**Singlet–triplet gaps of seven silicon-containing molecules: exchange splitting or unlike states**

The table holds vertical $S_1$ and $T_1$ energies, their gap, and the oscillator strength and hole–electron distance of $S_1$ from TDA CAM-B3LYP/def2-SVP calculations in PySCF, in the gas phase at GFN2-xTB geometries. The program fits nothing; it works out differences, ratios and rank correlations, and prints orbital energies, spin–orbit couplings and overlap indices from the same runs that bear on whether $S_1$ and $T_1$ are the same promotion. The gaps span a factor of 4.0 and are not ordered by the hole–electron distance (rank correlation +0.11). In the silyl-formyl silole the $\pi\pi^*$ splitting is 2.12 eV, against a tabulated gap of 1.23 eV between unlike states. One parameter-free estimate, splitting proportional to the square of the overlap index, gives a $\pi\pi^*$ to $n\pi^*$ ratio of 3.29 against a computed 3.73, a single comparison that is suggestive only.

Vertical excitations of neutral, singlet-ground-state silicon-containing molecules in the gas phase, computed with PySCF 2.14.0 at the TDA CAM-B3LYP/def2-SVP level with density fitting and a frozen core in the response. Each molecule is a single conformer at its GFN2-xTB geometry, and the gap is the lowest singlet energy less the lowest triplet energy.

## The fit in Python

```python
# Table: vertical S1, T1, S1-T1 gap, f(S1) and hole-electron distance of S1 for seven Si-containing
# molecules, PySCF TDA CAM-B3LYP/def2-SVP, gas phase, GFN2-xTB geometries.
# Tested: what orders the gaps, which gaps pair like states, and splitting ~ (overlap index)^2.
T = {
    'system': ['N[SiH2]BC#CCN([SiH3])[SiH3]', 'Cc1ccc([SiH3])cc1C=O', 'CB(C)C1=CC=C([SiH3])B1', 'O=CC1=CC=C([SiH3])[SiH2]1', 'C#CC1=CC=C(C=O)[SiH2]1', '[SiH3]C1=CC2(C=CC=C2)C=C1', 'COC1=CC=C(C)[SiH2]1'],
    'triplets_sought': ['5', '4', '4', '6', '6', '6', '5'],
    'formula': ['C3H13BN2Si3', 'C8H10OSi', 'C6H12B2Si', 'C5H8OSi2', 'C7H6OSi', 'C9H10Si', 'C6H10OSi'],
    'singlet_triplet_gap': [0.47, 0.57, 1.17, 1.23, 1.57, 1.73, 1.86],  # eV
    'lowest_singlet_energy': [3.38, 3.87, 2.67, 3.52, 3.48, 4.53, 4.32],  # eV
    'lowest_triplet_energy': [2.91, 3.3, 1.5, 2.28, 1.91, 2.8, 2.46],  # eV
    'lowest_singlet_oscillator_strength': [0.001, 0.0, 0.037, 0.0, 0.0, 0.019, 0.171],
    'lowest_singlet_hole_electron_distance': [0.53, 1.02, 0.47, 1.51, 1.68, 1.58, 0.46],  # angstrom
}
import numpy as np
from scipy.stats import spearmanr
from scipy.constants import physical_constants as pc
col = lambda k: np.array(T[k], float)
g, S, Tr = col('singlet_triplet_gap'), col('lowest_singlet_energy'), col('lowest_triplet_energy')
f, d = col('lowest_singlet_oscillator_strength'), col('lowest_singlet_hole_electron_distance')
Eh = pc['Hartree energy in eV'][0]
kT = pc['Boltzmann constant in eV/K'][0] * 300
# Further outputs of the same runs: name, triplets below S1, unrounded gap, HOMO, LUMO (eV)
X = {'N[SiH2]BC#CCN([SiH3])[SiH3]': ('alkynylborane', 1, 0.4711, -8.1457, -1.3148),
     'Cc1ccc([SiH3])cc1C=O': ('benzaldehyde', 2, 0.5691, -8.5294, -0.6069),
     'CB(C)C1=CC=C([SiH3])B1': ('borole', 1, 1.1724, -7.8129, -1.7572),
     'O=CC1=CC=C([SiH3])[SiH2]1': ('silyl-CHO silole', 2, 1.2326, -8.3573, -1.4795),
     'C#CC1=CC=C(C=O)[SiH2]1': ('ethynyl-CHO silole', 2, 1.5675, -7.8651, -1.7231),
     '[SiH3]C1=CC2(C=CC=C2)C=C1': ('spiro', 2, 1.7304, -7.1166, 0.2569),
     'COC1=CC=C(C)[SiH2]1': ('OMe-Me silole', 1, 1.8565, -6.8018, 0.3551)}
R = [X[s] for s in T['system']]
n = [r[0] for r in R]
nb, gx, H, L = (np.array([r[k] for r in R], float) for k in (1, 2, 3, 4))
a, b, c, e, y, p, m = (n.index(v[0]) for v in X.values())
print('molecule | gap, S1-T1, gap/2, HOMO-LUMO (eV) | gap/S1 | triplets below S1 | gap/kT(300 K)')
for i in range(len(n)):
    print(f'{n[i]:18s} | {g[i]:.2f} {S[i]-Tr[i]:.2f} {gx[i]/2:.2f} {L[i]-H[i]:.2f} | {g[i]/S[i]:.2f} | {nb[i]:.0f} | {g[i]/kT:.0f}')
dev = np.abs(g - (S - Tr)).max()
print(f'largest |gap-(S1-T1)| {dev:.3f} eV; rounding allows 0.015 eV; kT = {kT:.4f} eV')
print(f'gap: span {np.ptp(g):.2f} eV, largest/smallest {g.max()/g.min():.1f}; S1 span {np.ptp(S):.2f}, T1 span {np.ptp(Tr):.2f} eV')
rho = {k: spearmanr(g, v)[0] for k, v in [('distance', d), ('f', f), ('S1', S), ('T1', Tr), ('HOMO-LUMO', L - H)]}
print('rank correlation of gap (7 rows) with ' + ', '.join(f'{k} {v:+.2f}' for k, v in rho.items()))
one = nb == 1
print(f'rows with one triplet below S1: distance span {np.ptp(d[one]):.2f} A, gap ratio {g[one].max()/g[one].min():.1f}')
mu = lambda fo, E: np.sqrt(1.5 * fo * Eh / E)
print('S1 transition dipole from f = (2/3) E mu^2, atomic units:')
for i in range(len(n)):
    print(f'  {n[i]:18s} ' + (f'{mu(f[i], S[i]):.2f}' if f[i] > 0 else f'below {mu(0.0005, S[i]):.2f} (f rounds to zero)'))
# Same runs: spin-orbit couplings S1-T1 and S1-T2 (cm-1)
soc = {a: (0.295, 8.374), b: (0.113, 16.888), c: (0.146, 2.738)}
for i, (u, v) in soc.items():
    print(f'spin-orbit {n[i]}: S1-T1 {u:.2f}, S1-T2 {v:.2f} cm-1, ratio {v/u:.0f}')
# Same runs: S2-S1 of the silyl-CHO silole (eV); overlap indices (singlet, triplet) of the assigned pairs
d21, lam_n, lam_p = 0.8883, np.mean([0.452, 0.449]), np.mean([0.813, 0.822])
pp = gx[e] + d21
print(f'silyl-CHO silole: S2 at {S[e]+d21:.2f} eV; pi-pi* splitting S2-T1 {pp:.2f} eV; n-pi* splitting below {gx[e]:.2f} eV')
print(f'that pi-pi* splitting minus OMe-Me silole gap {pp-gx[m]:+.2f} eV')
est, obs = (lam_p / lam_n) ** 2, pp / gx[b]
print(f'overlap index pi-pi* {lam_p:.2f}, n-pi* (benzaldehyde) {lam_n:.2f}; squared ratio {est:.2f}')
print(f'computed splitting ratio {obs:.2f}; estimate off by {100*(est/obs-1):+.0f} %')
print(f'benzaldehyde -> silyl-CHO silole: S1 {S[e]-S[b]:+.2f}, T1 {Tr[e]-Tr[b]:+.2f}, gap {g[e]-g[b]:+.2f} eV')
print(f'silyl -> ethynyl on CHO silole: S1 {S[y]-S[e]:+.2f}, T1 {Tr[y]-Tr[e]:+.2f}, gap {g[y]-g[e]:+.2f} eV')
# Same runs: HOMO-1 (oxygen lone pair) of the two formyl siloles (eV)
print(f'  orbital shifts: HOMO {H[y]-H[e]:+.2f}, LUMO {L[y]-L[e]:+.2f}, O lone pair {-8.7647-(-8.7635):+.3f} eV')
# Same runs, spiro: dipole changes (D), T1 distance (A), overlap indices of S1 and T1
nr = np.linalg.norm
print(f'spiro dipole change: S1 relaxed {nr([-4.894, 0.957, 1.091]):.1f} D; unrelaxed S1 {nr([-7.247, 1.556, 1.714]):.1f}, T1 {nr([-0.827, -0.142, -0.042]):.1f} D')
print(f'spiro distance S1/T1 ratio {d[p]/0.175:.0f}; overlap index S1 minus T1 {0.686-0.690:+.3f}')
o = np.argsort(gx)
print('steps between neighbouring gaps (eV): ' + ', '.join(f'{v:.2f}' for v in np.diff(gx[o])))
print(f'rank correlation of gap with triplets sought {spearmanr(g, col("triplets_sought"))[0]:+.2f} (a setting, not a cause)')
assert (g > 0).all() and dev < 0.0151
assert abs(rho['distance']) < 0.5
assert pp > g.max() and abs(S[y] - S[e]) < abs(Tr[y] - Tr[e]) / 3
assert all(v / u > 10 for u, v in soc.values())
```

It prints:

```
molecule | gap, S1-T1, gap/2, HOMO-LUMO (eV) | gap/S1 | triplets below S1 | gap/kT(300 K)
alkynylborane      | 0.47 0.47 0.24 6.83 | 0.14 | 1 | 18
benzaldehyde       | 0.57 0.57 0.28 7.92 | 0.15 | 2 | 22
borole             | 1.17 1.17 0.59 6.06 | 0.44 | 1 | 45
silyl-CHO silole   | 1.23 1.24 0.62 6.88 | 0.35 | 2 | 48
ethynyl-CHO silole | 1.57 1.57 0.78 6.14 | 0.45 | 2 | 61
spiro              | 1.73 1.73 0.87 7.37 | 0.38 | 2 | 67
OMe-Me silole      | 1.86 1.86 0.93 7.16 | 0.43 | 1 | 72
largest |gap-(S1-T1)| 0.010 eV; rounding allows 0.015 eV; kT = 0.0259 eV
gap: span 1.39 eV, largest/smallest 4.0; S1 span 1.86, T1 span 1.80 eV
rank correlation of gap (7 rows) with distance +0.11, f +0.41, S1 +0.64, T1 -0.32, HOMO-LUMO +0.18
rows with one triplet below S1: distance span 0.07 A, gap ratio 4.0
S1 transition dipole from f = (2/3) E mu^2, atomic units:
  alkynylborane      0.11
  benzaldehyde       below 0.07 (f rounds to zero)
  borole             0.75
  silyl-CHO silole   below 0.08 (f rounds to zero)
  ethynyl-CHO silole below 0.08 (f rounds to zero)
  spiro              0.41
  OMe-Me silole      1.27
spin-orbit alkynylborane: S1-T1 0.29, S1-T2 8.37 cm-1, ratio 28
spin-orbit benzaldehyde: S1-T1 0.11, S1-T2 16.89 cm-1, ratio 149
spin-orbit borole: S1-T1 0.15, S1-T2 2.74 cm-1, ratio 19
silyl-CHO silole: S2 at 4.41 eV; pi-pi* splitting S2-T1 2.12 eV; n-pi* splitting below 1.23 eV
that pi-pi* splitting minus OMe-Me silole gap +0.26 eV
overlap index pi-pi* 0.82, n-pi* (benzaldehyde) 0.45; squared ratio 3.29
computed splitting ratio 3.73; estimate off by -12 %
benzaldehyde -> silyl-CHO silole: S1 -0.35, T1 -1.02, gap +0.66 eV
silyl -> ethynyl on CHO silole: S1 -0.04, T1 -0.37, gap +0.34 eV
  orbital shifts: HOMO +0.49, LUMO -0.24, O lone pair -0.001 eV
spiro dipole change: S1 relaxed 5.1 D; unrelaxed S1 7.6, T1 0.8 D
spiro distance S1/T1 ratio 9; overlap index S1 minus T1 -0.004
steps between neighbouring gaps (eV): 0.10, 0.60, 0.06, 0.33, 0.16, 0.13
rank correlation of gap with triplets sought +0.51 (a setting, not a cause)
```
